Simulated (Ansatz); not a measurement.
Al: the change of energy above lowest point and pressure with volume scale

Free energy against uniform scaling of the volume at fixed shape and fractions; periodic cell, basis, potentials, k mesh and filling as listed. The results are calculated, by Ansatz 0.2.0.

The cell before it is scaled or strained (space group Fm-3m, No. 225):
```
Al
1.0
      0.0000     2.0248     2.0248
      2.0248     0.0000     2.0248
      2.0248     2.0248     0.0000
Al
1
Direct
  0.00000 0.00000 0.00000
```

Settings of every row: functional PBEsol; dispersion none; potentials PAW; wave cutoff 450 eV; density cutoff 1800 eV; k mesh 12x12x12; k shift 0x0x0; occupations methfessel paxton; smearing width 0.1 eV; spin none.

Limits: coarse k mesh, up to 40 meV an atom off.

| row | volume scale | V (Å³/atom) | energy above lowest point (meV/atom) | pressure (GPa) |
| --- | --- | --- | --- | --- |
| 1 | 0.94 | 15.606 | 6.8 | 3.59 |
| 2 | 0.96 | 15.939 | 1.5 | 1.62 |
| 3 | 0.98 | 16.271 | 0 | -0.18 |
| 4 | 1 | 16.603 | 2.1 | -1.81 |
| 5 | 1.02 | 16.935 | 7.4 | -3.28 |
| 6 | 1.04 | 17.267 | 15.6 | -4.58 |
| 7 | 1.06 | 17.599 | ? | ? |

Question: what energy above lowest point and pressure should row 7 give?

Worked fit of energy above lowest point. Take u = (V_r/V)^(2/3) − 1 with V_r = 16.437 Å³ an atom, which is twice the finite (Eulerian) strain; such expansions in the strain, on which the Birch-Murnaghan equation of state is built, carry the rest volume and the bulk modulus. The shown rows have u = 0.03519, 0.02072, 0.00679, -0.00668, -0.0197, -0.03231. Least squares give energy above lowest point = 0.65 − 157.1 × u + 9453 × u² meV/atom; a straight line predicts inner rows, each left out in turn, worse (root mean square 4.1 against 0.041 meV/atom). All shown rows lie on it to the printed digit. Its lowest point lies at u = 0.0083, or V = 16.23 Å³ an atom, and the curvature there gives the bulk modulus at fixed shape and fractions, B = (4/9)(1 + u)² E″(u)/V = 84.3 GPa. The withheld row has u = -0.04452, so the fit gives 0.65 − 157.1 × (-0.04452) + 9453 × (-0.04452)² = 26.4 meV/atom.

The calculation gave 26.3 meV/atom. The fit lies 0.1 meV/atom (0.38 % of the column's range) above it, one unit of the last digit. This row lies beyond the range of the fit.

Worked fit of pressure. Take u = (V_r/V)^(2/3) − 1 with V_r = 16.437 Å³ an atom, which is twice the finite (Eulerian) strain; such expansions in the strain, on which the Birch-Murnaghan equation of state is built, carry the rest volume and the bulk modulus. The shown rows have u = 0.03519, 0.02072, 0.00679, -0.00668, -0.0197, -0.03231. Least squares give pressure = −1.016 + 121.27 × u + 307.6 × u² − 968 × u³ GPa; a parabola predicts inner rows, each left out in turn, worse (root mean square 0.012 against 0.003 GPa). All shown rows lie on it to the printed digit. The pressure vanishes at u = 0.0082, or V = 16.24 Å³ an atom, and there the bulk modulus at fixed shape and fractions is B = −V dP/dV = (2/3)(1 + u) dP/du = 84.8 GPa. The withheld row has u = -0.04452, so the fit gives −1.016 + 121.27 × (-0.04452) + 307.6 × (-0.04452)² − 968 × (-0.04452)³ = -5.72 GPa.

The calculation gave -5.75 GPa. The fit lies 0.03 GPa (0.32 % of the column's range) above it; its largest miss of a shown row is 0.00 GPa. This row lies beyond the range of the fit.
